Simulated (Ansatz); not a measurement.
# A series in volume per atom on Sn2O3

Results calculated with Ansatz 0.2.0 development build, not measured. Equation of state of a cubic crystal from periodic Kohn-Sham density functional theory without spin; pressure corrected for the finite basis.

Cell of the first row (space group Pn-3m, No. 224):
```
CELL_PARAMETERS angstrom
5.14630 0.00000 0.00000
0.00000 5.14630 0.00000
0.00000 0.00000 5.14630
ATOMIC_POSITIONS crystal
Sn 0.25000 0.25000 0.25000
Sn 0.75000 0.75000 0.25000
Sn 0.75000 0.25000 0.75000
Sn 0.25000 0.75000 0.75000
O 0.50000 0.00000 0.00000
O 0.00000 0.50000 0.00000
O 0.00000 0.00000 0.50000
O 0.50000 0.50000 0.00000
O 0.50000 0.00000 0.50000
O 0.00000 0.50000 0.50000
```

Settings of every row: formula Sn2O3; structure type cubic X2O3; functional PBE; spin treatment none; k mesh 21x21x21; occupation method fermi-dirac; occupation width 0.061225619 eV; wave cutoff 420 eV; datasets soft-1 PAW; density cutoff ratio 4.

Limits: a cubic model structure, not a phase known at ambient conditions.

```csv
row,volume per atom (Å³),pressure (GPa),energy above lowest point (meV/atom)
1,13.63,7.599,19.3
2,13.92,4.753,8.17
3,14.21,?,?
4,14.5,-0.061,0
5,14.79,-2.094,1.98
6,15.08,-3.913,7.45
7,15.37,-5.538,16.02
```

Question: what pressure and energy above lowest point should row 3 give?

Worked fit of pressure. Take u = (V_r/V)^(2/3) − 1 with V_r = 14.645 Å³ an atom, which is twice the finite (Eulerian) strain; such expansions in the strain, on which the Birch-Murnaghan equation of state is built, carry the rest volume and the bulk modulus. The shown rows have u = 0.04905, 0.03443, 0.00666, -0.00655, -0.01932, -0.0317. Least squares give pressure = −1.1066 + 153.867 × u + 458.33 × u² + 469.6 × u³ GPa; a parabola predicts inner rows, each left out in turn, worse (root mean square 0.0097 against 0.0019 GPa). The rows lie off it by 0.000, -0.001, 0.000, 0.001, -0.001, 0.001. The pressure vanishes at u = 0.0070, or V = 14.49 Å³ an atom, and there the bulk modulus at fixed shape and fractions is B = −V dP/dV = (2/3)(1 + u) dP/du = 108 GPa. The withheld row has u = 0.02031, so the fit gives −1.1066 + 153.867 × (0.02031) + 458.33 × (0.02031)² + 469.6 × (0.02031)³ = 2.211 GPa.

The calculation gave 2.211 GPa. The fit meets it to the printed digit.

Worked fit of energy above lowest point. Take u = (V_r/V)^(2/3) − 1 with V_r = 14.645 Å³ an atom, which is twice the finite (Eulerian) strain; such expansions in the strain, on which the Birch-Murnaghan equation of state is built, carry the rest volume and the bulk modulus. The shown rows have u = 0.04905, 0.03443, 0.00666, -0.00655, -0.01932, -0.0317. Least squares give energy above lowest point = 0.532 − 151.58 × u + 10734.2 × u² + 3205 × u³ meV/atom; a parabola predicts inner rows, each left out in turn, worse (root mean square 0.064 against 0.0073 meV/atom). The rows lie off it by 0.00, 0.00, 0.00, 0.00, 0.01, 0.00. Its lowest point lies at u = 0.0070, or V = 14.49 Å³ an atom, and the curvature there gives the bulk modulus at fixed shape and fractions, B = (4/9)(1 + u)² E″(u)/V = 108 GPa. The withheld row has u = 0.02031, so the fit gives 0.532 − 151.58 × (0.02031) + 10734.2 × (0.02031)² + 3205 × (0.02031)³ = 1.91 meV/atom.

The calculation gave 1.91 meV/atom. The fit meets it to the printed digit.
